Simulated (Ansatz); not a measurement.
## PIr2: energy less free atoms and pressure against volume per atom

Results calculated with Ansatz 0.2.0, not measured. Periodic Kohn-Sham DFT of a crystal at fixed atoms; pressure and stress are positive in compression; the energy is the free energy less that of spherical unpolarised free atoms; site moments are those in the method's own spheres, positive along +z.

Cell of the first row (space group Fm-3m, No. 225):
```
CELL_PARAMETERS angstrom
0.00000 2.71100 2.71100
2.71100 0.00000 2.71100
2.71100 2.71100 0.00000
ATOMIC_POSITIONS crystal
P 0.00000 0.00000 0.00000
Ir 0.25000 0.25000 0.25000
Ir 0.75000 0.75000 0.75000
```

Settings of every row: method all-electron LAPW; functional LDA; relativity scalar; k mesh 11x11x11; filling fermi-dirac; smearing width 0.05 eV; basis error target 1 meV/atom; nucleus gaussian.

Atom start moment: 0 on all atoms.

Limits: no spin-orbit coupling on heavy atoms.

| row | volume per atom (Å³) | energy less free atoms (eV/atom) | pressure (GPa) |
| --- | --- | --- | --- |
| 1 | 13.283 | -9.5628 | 16.374 |
| 2 | 13.848 | ? | ? |
| 3 | 14.131 | -9.5901 | -4.792 |
| 4 | 14.272 | -9.5846 | -7.639 |
| 5 | 14.696 | -9.5541 | -15.216 |

Question: what energy less free atoms and pressure should row 2 give?

Worked fit of energy less free atoms. Take u = (V_r/V)^(2/3) − 1 with V_r = 14.201 Å³ an atom, which is twice the finite (Eulerian) strain; such expansions in the strain, on which the Birch-Murnaghan equation of state is built, carry the rest volume and the bulk modulus. The shown rows have u = 0.04556, 0.0033, -0.00332, -0.02258. Least squares give energy less free atoms = −9.58769 − 0.8139 × u + 29.854 × u² eV/atom; a straight line predicts inner rows, each left out in turn, worse (root mean square 0.02 against 0.00011 eV/atom). The rows lie off it by 0.0000, 0.0000, 0.0001, 0.0000. Its lowest point lies at u = 0.0136, or V = 13.92 Å³ an atom, and the curvature there gives the bulk modulus at fixed shape and fractions, B = (4/9)(1 + u)² E″(u)/V = 314 GPa. The withheld row has u = 0.01692, so the fit gives −9.58769 − 0.8139 × (0.01692) + 29.854 × (0.01692)² = -9.5929 eV/atom.

The calculation gave -9.5932 eV/atom. The fit lies 0.0003 eV/atom (0.77 % of the column's range) above it; its largest miss of a shown row is 0.0001 eV/atom.

Worked fit of pressure. Take u = (V_r/V)^(2/3) − 1 with V_r = 14.201 Å³ an atom, which is twice the finite (Eulerian) strain; such expansions in the strain, on which the Birch-Murnaghan equation of state is built, carry the rest volume and the bulk modulus. The shown rows have u = 0.04556, 0.0033, -0.00332, -0.02258. Least squares give pressure = −6.2271 + 430.552 × u + 1438.09 × u² GPa; a straight line predicts inner rows, each left out in turn, worse (root mean square 0.96 against 0.0032 GPa). The rows lie off it by 0.000, -0.001, 0.002, 0.000. The pressure vanishes at u = 0.0138, or V = 13.91 Å³ an atom, and there the bulk modulus at fixed shape and fractions is B = −V dP/dV = (2/3)(1 + u) dP/du = 318 GPa. The withheld row has u = 0.01692, so the fit gives −6.2271 + 430.552 × (0.01692) + 1438.09 × (0.01692)² = 1.470 GPa.

The calculation gave 1.441 GPa. The fit lies 0.029 GPa (2 % of the value, 0.092 % of the column's range) above it; its largest miss of a shown row is 0.002 GPa.
